**Forecasting withheld shells of Yb⁴⁺ from same-κ scaling**

The table holds eigenvalues, first-order self-energy and vacuum-polarisation shifts and small-component weights for the occupied orbitals of Yb⁴⁺ ([Xe] 4f¹²), from configuration-averaged Dirac-Coulomb Hartree-Fock with a radiative potential. The program fits on the known rows only: 4p3/2 from ratios to its p1/2 partner at n = 3 and 5, and 4d from interpolation in l plus a 3d→4d factor applied separately to the j-dependent (anomalous-moment) part of the self-energy and to short-range terms. The output shows that bare 1/n³ scaling fails (0.422 against 0.237 for 4s/3s) and that α/π times the fine-structure splitting comes within 10 % of the self-energy difference for d (a partial cancellation), is low for 4f and fails for p. All twelve forecasts fall within about half of their rather wide bars, with misses of 0.3 to 7 % of the computed values; the largest are the 4d vacuum polarisations, both forecast too small in magnitude.

B-spline radial code 1: four-component Dirac-Coulomb Hartree-Fock at the basis limit for the spherical ion Yb4+ (Z = 70, [Xe] 4f12), averaged over the nl configuration, with a Fermi nucleus. Self-energy and vacuum polarisation (Uehling plus Wichmann-Kroll) are shifts of the eigenvalue ε; positive means less bound.

## The fit in Python

```python
# Table: Yb4+ [Xe]4f12, B-spline radial code, Dirac-Coulomb HF (nl average): eigenvalues, first-order
# self-energy (SE), vacuum polarisation (VP) in eV, small-component weight (W). Tested: same-kappa shape
# scaling, anomalous-moment split of SE, interpolation in l; forecasts for the withheld rows.
T = {
    'orbital': ['1s1/2', '2s1/2', '2p1/2', '2p3/2', '3s1/2', '3p1/2', '3p3/2', '3d3/2', '3d5/2', '4s1/2', '4p1/2', '4p3/2', '4d3/2', '4d5/2', '5s1/2', '5p1/2', '5p3/2', '4f5/2', '4f7/2'],
    'n': [1, 2, 2, 2, 3, 3, 3, 3, 3, 4, 4, 4, 4, 4, 5, 5, 5, 4, 4],
    'l': [0, 0, 1, 1, 0, 1, 1, 2, 2, 0, 1, 1, 2, 2, 0, 1, 1, 3, 3],
    'nl_electrons': [2, 2, 6, 6, 2, 6, 6, 10, 10, 2, 6, 6, 10, 10, 2, 6, 6, 12, 12],
    'e': [-61762, -10640, -10127, -9077.9, -2500.5, -2274.9, -2048.4, -1669.7, -1620.8, -566.76, -474.02, -421.98, -268.7, -258.99, -116.09, -86.314, -78.696, -71.719, -70.136],  # eV
    'self_energy': [124, 17.7, 0.952, 2.06, 4.04, 0.334, 0.532, -0.028, 0.0951, 0.954, 0.0746, 0.118, -0.00393, 0.0192, 0.154, 0.0104, 0.0157, -0.0032, 0.00246],  # eV
    'vac_pol': [-22.1, -2.93, -0.233, -0.0181, -0.645, -0.0571, -0.00459, -4.25e-05, -7.77e-06, -0.153, -0.0132, -0.00106, -1.01e-05, -1.87e-06, -0.0247, -0.00184, -0.000143, 5.07e-09, 5.58e-09],  # eV
    'small': [0.069, 0.0155, 0.0155, 0.0142, 0.00506, 0.00498, 0.00461, 0.00447, 0.00436, 0.00161, 0.00152, 0.00139, 0.0012, 0.00117, 0.000331, 0.000277, 0.000245, 0.000785, 0.000769],
}
HELD = [11, 12, 13]  # rows withheld from the fit
import numpy as np
from scipy.constants import alpha, pi, physical_constants as pc
mc2 = pc['electron mass energy equivalent in MeV'][0]*1e6
cols = ['e', 'self_energy', 'vac_pol', 'small']
E, S, V, W = [{o: T[c][i] for i, o in enumerate(T['orbital']) if i not in HELD} for c in cols]
print("rounding floor of SE, VP, W (3 figures): up to 0.5 % each, 1 % on a ratio")
for k, ns in (('s1/2', (1, 2, 3, 4, 5)), ('p1/2', (2, 3, 4, 5)), ('p3/2', (2, 3, 5))):
    print(f"SE/|VP| {k} n={ns}:", *[f"{-S[f'{n}{k}']/V[f'{n}{k}']:.3g}" for n in ns])
pw = []
for k in ('s1/2', 'p1/2'):
    r = [X['4'+k]/X['3'+k] for X in (E, S, V, W)]; pw.append(np.log(r[2])/np.log(r[3]))
    print(f"4{k}/3{k}: e {r[0]:.3f} SE {r[1]:.3f} VP {r[2]:.3f} W {r[3]:.3f}; 1/n^3 {27/64:.3f}; power {pw[-1]:.3f}")
print("2mc2*W/|e|:", *[f"{o} {2*mc2*W[o]/-E[o]:.2f}" for o in ('1s1/2', '3d3/2', '4s1/2', '5s1/2', '4f5/2')])
def pair(n, l): c = 'spdf'[l]; return f"{n}{c}{2*l-1}/2", f"{n}{c}{2*l+1}/2"
def av(X, n, l): a, b = pair(n, l); return (l*X[a]+(l+1)*X[b])/(2*l+1)
for n, l in ((2, 1), (3, 1), (5, 1), (3, 2), (4, 3)):
    a, b = pair(n, l); d = E[b]-E[a]; D = S[b]-S[a]
    print(f"{n}{'spdf'[l]}: split {d:.4g} eV, dSE {D:.3g} eV, dSE/(alpha/pi*split) {D/(alpha/pi*d):.2f}, j-avg SE {av(S,n,l):.3g} eV")
R = {}
for n in (2, 3, 5):
    a, b = pair(n, 1); R[n] = np.array([(E[b]-E[a])/-V[a], S[b]/S[a], V[b]/V[a], W[b]/W[a]])
    print(f"n={n} split/|VP p1/2| {R[n][0]:.0f}; p3/2:p1/2 SE {R[n][1]:.3f} VP {R[n][2]:.4f} W {R[n][3]:.3f}")
bt = 100*((R[2]+(R[5]-R[2])/3)/R[3]-1)
print("back-test 3p from n=2,5, % miss (split, SE, VP, W):", *[f"{x:+.1f}" for x in bt])
assert np.ptp([S[f'{n}s1/2']/V[f'{n}s1/2'] for n in (3, 4, 5)]) < 0.02*abs(S['3s1/2']/V['3s1/2'])
assert S['3d3/2'] < 0 < S['3d5/2'] and S['4f5/2'] < 0 < S['4f7/2']
assert abs(av(S, 4, 3)) < 0.05*(S['4f7/2']-S['4f5/2'])
assert V['4s1/2']/V['3s1/2'] < 27/64 and W['4f5/2'] > W['5s1/2']
a = '4p1/2'; m = (R[3]+R[5])/2; rel = abs(R[3]-R[5])/m+0.01
v = m*np.array([-V[a], S[a], V[a], W[a]]); b = abs(v)*rel; sp_p = (v[0], b[0])
P = {'4p3/2': list(zip([E[a]+v[0], *v[1:]], b))}
def d_avg(X, p32, name):
    s, p, f = X['4s1/2'], (X['4p1/2']+2*p32)/3, av(X, 4, 3)
    est = np.array([(p+f)/2, np.polyval(np.polyfit([0, 1, 3], [s, p, f], 2), 2),
                    p+(p-s)*(av(X, 3, 2)-av(X, 3, 1))/(av(X, 3, 1)-X['3s1/2'])])
    print(f"4d j-avg {name} (linear, quadratic, n=3 pattern):", *[f"{x:.4g}" for x in est])
    return est.mean(), abs(est-est.mean()).max()
e4, de = d_avg(E, P['4p3/2'][0][0], 'e/eV'); w4, dw = d_avg(W, P['4p3/2'][3][0], 'W')
x = np.array([R[n][0] for n in R]); rs = (w4/av(W, 3, 2))**np.mean(pw)
ro = np.mean(pw)*dw/w4+np.ptp(x)/2/x.mean()
h = (15*12/4**7/(8*5/3**7))/((15/4**5)/(8/3**5)); rk = rs*(1+h)/2; dk = rs*(h-1)/2
print(f"3d->4d factor: r^-3 terms {rs:.3f} (+-{100*ro:.0f} %), hydrogenic d/p {h:.2f}, short range {rk:.3f} +-{dk+ro*rk:.3f}")
sp = rs*(E['3d5/2']-E['3d3/2']); D = S['3d5/2']-S['3d3/2']; rem = av(S, 3, 2)
q = (W['3d5/2']/W['3d3/2']+W['4f7/2']/W['4f5/2'])/2
for o, c, g in (('d3/2', -0.6, 1), ('d5/2', 0.4, q)):
    se = c*D*rs+rem*rk
    print(f"SE parts eV 3{o}: j-dep {c*D:+.4f} rest {rem:+.4f}; 4{o} model: {c*D*rs:+.4f} {rem*rk:+.4f}")
    P['4'+o] = [(e4+c*sp, de+abs(c)*sp*ro), (se, ro*abs(se)+rem*dk),
                (V['3'+o]*rk, abs(V['3'+o])*(dk+ro*rk)), (g*w4/(0.4+0.6*q), dw)]
print("row column: forecast +- bar | computed | miss | miss % | miss/bar (eV; W unitless)")
A = {c: dict(zip(T['orbital'], T[c])) for c in cols}
def show(t, p, u, y): print(f"{t}: {p:.4g} +- {u:.2g} | {y:.4g} | {p-y:+.2g} | {100*(p-y)/abs(y):+.1f} | {abs(p-y)/u:.2f}")
for i in HELD:
    o = T['orbital'][i]
    for c, (p, u) in zip(cols, P[o]): show(f"{o} {c}", p, u, A[c][o])
show("4p split", *sp_p, A['e']['4p3/2']-A['e']['4p1/2'])
y = A['e']['4d5/2']-A['e']['4d3/2']; show("4d split", sp, sp*ro, y)
print("computed 4d/3d (3/2, 5/2):", *[f"{c} {A[c]['4d3/2']/A[c]['3d3/2']:.3f} {A[c]['4d5/2']/A[c]['3d5/2']:.3f};" for c in cols])
D4 = A['self_energy']['4d5/2']-A['self_energy']['4d3/2']; r4 = av(A['self_energy'], 4, 2)
print(f"computed 4d/3d: split {y*rs/sp:.3f}, dSE {D4/D:.3f}, j-avg SE {r4/rem:.3f}; 4d dSE/(alpha/pi*split) {D4/(alpha/pi*y):.2f}")
print(f"computed 4d: dSE {D4:.4f} eV, j-avg SE {r4:.4f} eV; 4p3/2 SE/|VP| {-A['self_energy']['4p3/2']/A['vac_pol']['4p3/2']:.0f}")
```

Output:

```
rounding floor of SE, VP, W (3 figures): up to 0.5 % each, 1 % on a ratio
SE/|VP| s1/2 n=(1, 2, 3, 4, 5): 5.61 6.04 6.26 6.24 6.23
SE/|VP| p1/2 n=(2, 3, 4, 5): 4.09 5.85 5.65 5.65
SE/|VP| p3/2 n=(2, 3, 5): 114 116 110
4s1/2/3s1/2: e 0.227 SE 0.236 VP 0.237 W 0.318; 1/n^3 0.422; power 1.256
4p1/2/3p1/2: e 0.208 SE 0.223 VP 0.231 W 0.305; 1/n^3 0.422; power 1.234
2mc2*W/|e|: 1s1/2 1.14 3d3/2 2.74 4s1/2 2.90 5s1/2 2.91 4f5/2 11.19
2p: split 1049 eV, dSE 1.11 eV, dSE/(alpha/pi*split) 0.45, j-avg SE 1.69 eV
3p: split 226.5 eV, dSE 0.198 eV, dSE/(alpha/pi*split) 0.38, j-avg SE 0.466 eV
5p: split 7.618 eV, dSE 0.0053 eV, dSE/(alpha/pi*split) 0.30, j-avg SE 0.0139 eV
3d: split 48.9 eV, dSE 0.123 eV, dSE/(alpha/pi*split) 1.08, j-avg SE 0.0459 eV
4f: split 1.583 eV, dSE 0.00566 eV, dSE/(alpha/pi*split) 1.54, j-avg SE 3.43e-05 eV
n=2 split/|VP p1/2| 4503; p3/2:p1/2 SE 2.164 VP 0.0777 W 0.916
n=3 split/|VP p1/2| 3967; p3/2:p1/2 SE 1.593 VP 0.0804 W 0.926
n=5 split/|VP p1/2| 4140; p3/2:p1/2 SE 1.510 VP 0.0777 W 0.884
back-test 3p from n=2,5, % miss (split, SE, VP, W): +10.5 +22.2 -3.3 -2.2
4d j-avg e/eV (linear, quadratic, n=3 pattern): -254.6 -273 -273.5
4d j-avg W (linear, quadratic, n=3 pattern): 0.0011 0.001146 0.001236
3d->4d factor: r^-3 terms 0.190 (+-14 %), hydrogenic d/p 1.35, short range 0.223 +-0.066
SE parts eV 3d3/2: j-dep -0.0739 rest +0.0459; 4d3/2 model: -0.0140 +0.0102
SE parts eV 3d5/2: j-dep +0.0492 rest +0.0459; 4d5/2 model: +0.0094 +0.0102
row column: forecast +- bar | computed | miss | miss % | miss/bar (eV; W unitless)
4p3/2 e: -420.5 +- 2.8 | -422 | +1.5 | +0.3 | 0.52
4p3/2 self_energy: 0.1157 +- 0.0074 | 0.118 | -0.0023 | -1.9 | 0.31
4p3/2 vac_pol: -0.001043 +- 4.6e-05 | -0.00106 | +1.7e-05 | +1.6 | 0.36
4p3/2 small: 0.001376 +- 7.6e-05 | 0.00139 | -1.4e-05 | -1.0 | 0.19
4d3/2 e: -272.6 +- 13 | -268.7 | -3.9 | -1.5 | 0.29
4d3/2 self_energy: -0.003795 +- 0.0021 | -0.00393 | +0.00013 | +3.4 | 0.06
4d3/2 vac_pol: -9.488e-06 +- 2.8e-06 | -1.01e-05 | +6.1e-07 | +6.1 | 0.22
4d3/2 small: 0.001176 +- 7.6e-05 | 0.0012 | -2.4e-05 | -2.0 | 0.31
4d5/2 e: -263.3 +- 13 | -259 | -4.3 | -1.7 | 0.33
4d5/2 self_energy: 0.01959 +- 0.0044 | 0.0192 | +0.00039 | +2.1 | 0.09
4d5/2 vac_pol: -1.735e-06 +- 5.1e-07 | -1.87e-06 | +1.4e-07 | +7.2 | 0.27
4d5/2 small: 0.00115 +- 7.6e-05 | 0.00117 | -2e-05 | -1.7 | 0.26
4p split: 53.51 +- 2.8 | 52.04 | +1.5 | +2.8 | 0.52
4d split: 9.291 +- 1.3 | 9.71 | -0.42 | -4.3 | 0.31
computed 4d/3d (3/2, 5/2): e 0.161 0.160; self_energy 0.140 0.202; vac_pol 0.238 0.241; small 0.268 0.268;
computed 4d/3d: split 0.199, dSE 0.188, j-avg SE 0.217; 4d dSE/(alpha/pi*split) 1.03
computed 4d: dSE 0.0231 eV, j-avg SE 0.0099 eV; 4p3/2 SE/|VP| 111
```
